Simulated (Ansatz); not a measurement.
## Bi2Te3 and the effect of the functional

```
Bi Te
1.0
     2.19300    1.26613   10.16567
    -2.19300    1.26613   10.16567
     0.00000   -2.53226   10.16567
Bi Te
2 3
Direct
  0.60000 0.60000 0.60000
  0.40000 0.40000 0.40000
  0.79050 0.79050 0.79050
  0.20950 0.20950 0.20950
  0.00000 0.00000 0.00000
```

Kept alike: task band structure; k mesh 7 × 7 × 7; occupations fermi-dirac, width 0.05 eV; no spin polarisation. Program: Ansatz, all-electron LAPW, scalar-relativistic. The mesh is that of the run's cell of 5 atoms. No spin-orbit coupling.

```csv
functional,band gap (eV),pressure (GPa)
LDA,0.209,-1.74
PBE,0.290,1.92
PBEsol,0.237,-0.58
```

Pressure is positive in compression. Spin-orbit coupling, left out here, moves the band edges of heavy atoms and can close or invert small gaps. Gaps are the smaller of the mesh's and the band path's.

Problem. What does the functional change here?

Solution. The band gap runs from 0.209 (LDA) to 0.290 eV (PBE). From PBE: LDA -0.081; PBEsol -0.053. Measured: 0.17 eV (arxiv:2412.10539); nearest LDA, 0.039 eV off. The runs are for a static lattice. The pressure runs from -1.74 (LDA) to 1.92 GPa (PBE). From PBE: LDA -3.66; PBEsol -2.50. A positive pressure means that the functional's own cell is larger than the one given, a negative one that it is smaller.

At this fixed geometry the gap and the pressure rise in the same order, LDA, PBEsol, PBE. The gap differences are therefore a direct electronic effect of the functional, not a consequence of different cell volumes. The pressures show the familiar overbinding of LDA and underbinding of PBE, with PBEsol closest to balance at -0.58 GPa, probably because its weaker gradient enhancement of exchange penalises bonding less than PBE's.

The closeness of the LDA gap to experiment is no sign of accuracy. In Bi2Te3 the states near the gap are mainly Te 5p and Bi 6p, and the strong spin-orbit coupling of Bi inverts their order at the zone centre, making the material a topological insulator. The measured gap thus separates bands that have already inverted and hybridised, whereas the scalar-relativistic gap belongs to the uninverted ordering. A single pressure also cannot show how each functional divides its error between the covalent bonding within the quintuple layers and the weak attraction between them.
